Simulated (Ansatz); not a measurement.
# A series in volume scale on Ta

Results calculated with Ansatz 0.2.0, not measured. Free energy against uniform scaling of the volume at fixed shape and fractions; periodic cell, basis, potentials, k mesh and filling as listed.

The cell before it is scaled or strained (space group Im-3m, No. 229):
```
CELL_PARAMETERS angstrom
-1.65130 1.65130 1.65130
1.65130 -1.65130 1.65130
1.65130 1.65130 -1.65130
ATOMIC_POSITIONS crystal
Ta 0.00000 0.00000 0.00000
```

Settings of every row: functional PBE; dispersion none; potentials all-electron LAPW; k mesh 12x12x12; k shift 0x0x0; occupations fermi dirac; smearing width 0.1 eV; spin none.

Limits: coarse k mesh, up to 40 meV an atom off; no spin-orbit coupling, which can matter with elements this heavy.

| row | volume scale | V (Å³/atom) | energy above lowest point (meV/atom) |
| --- | --- | --- | --- |
| 1 | 0.94 | 16.93 | 63.2 |
| 2 | 0.97 | 17.471 | ? |
| 3 | 1 | 18.011 | 0.1 |
| 4 | 1.03 | 18.551 | 0 |
| 5 | 1.06 | 19.092 | 17.3 |

Question: what energy above lowest point should row 2 give?

Worked fit of energy above lowest point. Take u = (V_r/V)^(2/3) − 1 with V_r = 18.281 Å³ an atom, which is twice the finite (Eulerian) strain; such expansions in the strain, on which the Birch-Murnaghan equation of state is built, carry the rest volume and the bulk modulus. The shown rows have u = 0.05252, 0.00997, -0.00973, -0.02852. Least squares give energy above lowest point = −2.25 − 5.2 × u + 23831 × u² meV/atom; a straight line predicts inner rows, each left out in turn, worse (root mean square 24 against 0.11 meV/atom). The rows lie off it by 0.0, 0.0, -0.1, 0.0. Its lowest point lies at u = 0.0001, or V = 18.28 Å³ an atom, and the curvature there gives the bulk modulus at fixed shape and fractions, B = (4/9)(1 + u)² E″(u)/V = 186 GPa. The withheld row has u = 0.03067, so the fit gives −2.25 − 5.2 × (0.03067) + 23831 × (0.03067)² = 20.0 meV/atom.

The calculation gave 20.1 meV/atom. The fit lies 0.1 meV/atom (0.16 % of the column's range) below it, one unit of the last digit.
